## A gap that changes sign

The band gap of rock-salt SnTe falls and then rises as the crystal expands, because two levels exchange order. The table gives the size of their separation, which cannot be negative, so a steady passage through zero appears as a V. On the most compressed side the growth slows because the narrowest gap moves to other states.

Ansatz 0.2.0, DFT with r²SCAN and spin-orbit coupling, for rock-salt SnTe (2-atom cell) strained hydrostatically by −4 to +4 % in edge length. Plane waves with PAW, cutoff 500 eV, 8×8×8 k mesh, Fermi–Dirac smearing of 0.02 eV. The gaps include band edges searched for beyond the mesh.

| volume (Å³/atom) | shortest distance (Å) | band gap (eV) | least direct gap (eV) |
| --- | --- | --- | --- |
| 28.702 | 3.062 | 0.319 | 0.359 |
| 29.608 | 3.094 | 0.286 | 0.331 |
| 30.534 | 3.126 | 0.240 | 0.284 |
| 31.478 | 3.157 | 0.178 | 0.187 |
| 32.441 | 3.189 | 0.081 | 0.081 |
| 33.424 | 3.221 | 0.017 | 0.017 |
| 34.427 | 3.253 | 0.107 | 0.107 |
| 35.450 | 3.285 | 0.189 | 0.189 |
| 36.492 | 3.317 | 0.262 | 0.262 |

The cells at 31.478 and 35.450 Å³/atom show what the size alone hides. Their least direct gaps are almost equal, 0.187 and 0.189 eV, yet expansion shrinks the first and widens the second. Anyone using a measured or computed gap to judge the state of strain must therefore know on which side of the closure the crystal lies.

## Which levels cross, and why volume moves them

Among the points examined, the valence top lies at L, the centre of a hexagonal face of the Brillouin zone, in each of the nine cells. From 32.441 Å³/atom upward the conduction minimum is there too. One of the two edge levels is mainly Te p with some Sn s, the other mainly Sn p. This assignment is established chemistry of SnTe; the calculation gives the energies of the levels, not their make-up.

The filled Sn s level lies below Te p and pushes it upward wherever symmetry lets them mix, as it does at L. Shorter Sn–Te contacts strengthen this push. On this accepted picture, which the runs do not test separately, compression raises the Te-like level relative to the Sn-like one, and expansion lets it sink back.

In the expanded crystal the Te-like level is the lower one and holds the electrons: the normal order of anion below cation. In the compressed crystal it has risen above the Sn-like level, and the order is inverted. The same motion therefore closes a normal gap on compression and widens an inverted one. That rule is the part to carry to a related crystal with the same two edge levels.

The levels can pass through each other because they have opposite parity at L, and an inversion-symmetric crystal does not mix such states. The cells here keep that symmetry. Cold SnTe tends to shift its two sublattices against each other, which would let the two levels mix and keep them apart at L, though the bands could still meet at points away from it.

## A sign of the exchange in the higher levels

The higher conduction levels at L give a test that does not use the shape of the V. If the edges exchange order, the Sn-like level is the valence top at 32.441 Å³/atom but the conduction edge at 35.450. Measured from that level, the third conduction level lies at 0.553 and then 0.606 eV. Without an exchange the steps are larger: measured from the valence top in both cells, it would jump from 0.553 to 0.795 eV, and measured from the conduction edge in both, from 0.472 to 0.606 eV.

The second conduction level behaves in the same way. Smooth spacings are what one expects if these higher levels are also mainly Sn p and move with the Sn-like edge. The numbers thus support an exchange between these two volumes, while the names of the levels rest on the known chemistry.

## Following the signed gap

Let $E_L$ be the Sn-like level minus the Te-like level at L, negative when the order is inverted. With $V$ the volume per atom and $V_0$ = 32.441 Å³/atom that of the unstrained cell, a curve with three fitted constants describes it:

$$E_L = -0.0807 + 3.409\,x - 4.204\,x^2 \quad \text{(eV)}, \qquad x=\ln(V/V_0).$$

The linear term is the usual deformation potential: near the unstrained cell, one per cent more volume raises $E_L$ by about 34 meV. The negative curvature means that each further expansion does less. This is expected if the Sn s–Te p repulsion fades as the atoms separate, though the fit alone cannot identify that cause.

The curve was fitted to the five cells from 31.478 Å³/atom upward other than 33.424. That cell was kept out because the sign of its small gap was the question. For it, $x=\ln(33.424/32.441)=0.0299$, and

$$E_L \approx -0.0807+0.1018-0.0037 = +0.017\ \text{eV}.$$

The computed gap has the same size, so this cell has already returned to the normal order. The closure lies slightly before it, near 33.2 Å³/atom, about 2.5 % above the unstrained volume. This volume should not be taken as that of the real crystal: with the slope found here, an error of only 0.1 eV in the separation of the two levels would move the closure by about 3 % in volume.

The gap at 33.424 Å³/atom is also smaller than the electronic smearing of 0.02 eV. Electrons are then spread over both edges in the calculation. The value is useful as a separation of levels, but it does not show that the cell would behave as an insulator.

## Why strong compression gains so little

From 32.441 to 31.478 Å³/atom the band gap grows by 0.097 eV. From 29.608 to 28.702 it grows by only 0.033 eV. On the reading of the levels given below, the inversion at L shows no such slowing down to 29.608 Å³/atom, as far as it can be followed here; the band gap has ceased to measure it.

The cell at 29.608 Å³/atom shows the difference. Its lowest gap at L is 0.396 eV, but its band gap is 0.286 eV, because the conduction minimum has moved away from L. Away from L parity no longer forbids mixing, and the Te-like level is pushed from both sides: up by the Sn-like level below it, and down by the higher conduction levels, if these are mainly Sn p. Compression carries it away from the first and toward the second, so the downward push is expected to win and the conduction minimum to slide off L. The Sn-like level is pushed down by the Te-like level above it, which fits a valence top that stays at L: at the off-L point of this cell the valence level lies 0.045 eV lower. The runs do not give the make-up of the levels, so this remains an interpretation.

The conduction minimum and the least direct gap need not leave L together. At 31.478 Å³/atom the conduction minimum has moved while the least direct gap is still at L, which makes the band gap 0.009 eV smaller than the least direct gap. In the four compressed cells the off-L point is labelled v(PBE), which suggests a valence edge located with PBE, and its direction from L changes from cell to cell. The true r²SCAN minimum may therefore lie elsewhere: these four band gaps are upper limits, and the steps between them are uncertain in size.

A second change occurs at L itself. For 29.608 Å³/atom the curve puts the Te-like level 0.427 eV above the valence top, while the calculation finds conduction levels at 0.396 and 0.425 eV. The upper one matches. The Te-like level has therefore probably climbed past another conduction level, which now sets the lowest gap at L. Here the curve still follows the inversion but no longer predicts the lowest gap, as the output below shows.

For interpolation between volumes, the signed separation at L is thus the quantity to use near the closure. Under strong compression the band gap needs its own calculation, with a search for the conduction minimum away from L made with the same functional as the gap itself.

Printed output of the fit:

```
fit of signed on 5 rows ((vol > 31) & ((vol < 33) | (vol > 34))): constant -0.08067 +/- 0.00027, coefficient of x 3.409 +/- 0.0084, coefficient of x*x -4.204 +/- 0.091; rms 0.000267, worst 35.45 -0.000389, leave-one-out rms 0.000926
  rows outside the fit (model, value, miss): 28.702 -0.5611, -0.4062, -0.155; 29.608 -0.4272, -0.3965, -0.0308; 30.534 -0.3026, -0.3018, -0.000791; 33.424 0.01734, 0.017, 0.000341
Predicted signed L gap at 33.424 (eV): 0.01734
Predicted signed L gap at 30.534 (eV): -0.3026
Predicted signed L gap at 29.608 (eV): -0.4272
Volume where the L gap closes (A^3 per atom): 33.24
Closing volume above the unstrained cell (percent): 2.47
Slope of signed L gap at the unstrained cell (meV per percent of volume): 34.09
Change of signed mesh gap from row to row (eV): 29.608 0.00976, 30.534 0.09468, 31.478 0.1148, 32.441 0.106, 33.424 0.098, 34.427 0.09, 35.45 0.082, 36.492 0.073
Least direct gap less band gap (eV): 28.702 0.04, 29.608 0.045, 30.534 0.044, 31.478 0.009, 32.441 0, 33.424 0, 34.427 0, 35.45 0, 36.492 0
Growth of band gap from 32.441 to 31.478 (eV): 0.097
Growth of band gap from 29.608 to 28.702 (eV): 0.033
First conduction level at L above valence top at 29.608 (eV): 0.3965
Second conduction level at L above valence top at 29.608 (eV): 0.4252
Third conduction level at L above valence top at 29.608 (eV): 0.5009
Second conduction level at L above valence top at 32.441 (eV): 0.3932
Third conduction level at L above valence top at 32.441 (eV): 0.5526
Second conduction level at L above valence top at 35.450 (eV): 0.6032
Third conduction level at L above valence top at 35.450 (eV): 0.7952
Second conduction level at L above conduction edge at 35.450 (eV): 0.4142
Third conduction level at L above conduction edge at 35.450 (eV): 0.6062
```
